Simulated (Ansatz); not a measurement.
## W: the change of energy above lowest point with volume scale

All results are calculated (Ansatz 0.2.0). Free energy against uniform scaling of the volume at fixed shape and fractions; periodic cell, basis, potentials, k mesh and filling as listed.

The cell before it is scaled or strained (space group Pbcm, No. 57):
```
W
1.0
      2.8097     0.0000     0.0000
      0.0000     4.8639     0.0000
      0.0000     0.0000     4.9237
W
4
Direct
  0.79317 0.56316 0.25000
  0.20683 0.06316 0.25000
  0.20683 0.43684 0.75000
  0.79317 0.93684 0.75000
```

Settings of every row: functional PBEsol; dispersion none; potentials PAW; wave cutoff 517.02 eV; density cutoff 2068.1 eV; k mesh 8x5x5; k shift 0x0x0; occupations fermi dirac; smearing width 0.1 eV; spin none; SCF threshold exponent -10.

Limits: coarse k mesh, up to 40 meV an atom off; no spin-orbit coupling, which can matter with elements this heavy; the cell comes from a prototype or a list of computed structures and needn't be the stable phase.

| row | volume scale | V (Å³/atom) | energy above lowest point (meV/atom) |
| --- | --- | --- | --- |
| 1 | 0.88 | 14.803 | 123.9 |
| 2 | 0.92 | 15.476 | 29.8 |
| 3 | 0.96 | 16.149 | 0 |
| 4 | 1 | 16.822 | ? |
| 5 | 1.04 | 17.495 | 86.8 |
| 6 | 1.08 | 18.168 | 185.4 |
| 7 | 1.12 | 18.841 | 311.3 |

Question: what energy above lowest point should row 4 give?

Worked fit of energy above lowest point. Take u = (V_r/V)^(2/3) − 1 with V_r = 16.822 Å³ an atom, which is twice the finite (Eulerian) strain; such expansions in the strain, on which the Birch-Murnaghan equation of state is built, carry the rest volume and the bulk modulus. The shown rows have u = 0.08898, 0.05717, 0.02759, -0.02581, -0.05002, -0.07278. Least squares give energy above lowest point = 22.42 − 1682.7 × u + 31563 × u² + 1906 × u³ meV/atom; a parabola predicts inner rows, each left out in turn, worse (root mean square 0.36 against 0.13 meV/atom). The rows lie off it by 0.0, 0.1, -0.1, 0.0, 0.1, 0.0. Its lowest point lies at u = 0.0266, or V = 16.17 Å³ an atom, and the curvature there gives the bulk modulus at fixed shape and fractions, B = (4/9)(1 + u)² E″(u)/V = 294 GPa. Letting shape and atoms relax would as a rule lower it, by much in layered, chain or molecular crystals. The withheld row has u = 0, so the fit gives 22.42 − 1682.7 × (0) + 31563 × (0)² + 1906 × (0)³ = 22.4 meV/atom.

The calculation gave 22.3 meV/atom. The fit lies 0.1 meV/atom (0.032 % of the column's range) above it, one unit of the last digit.
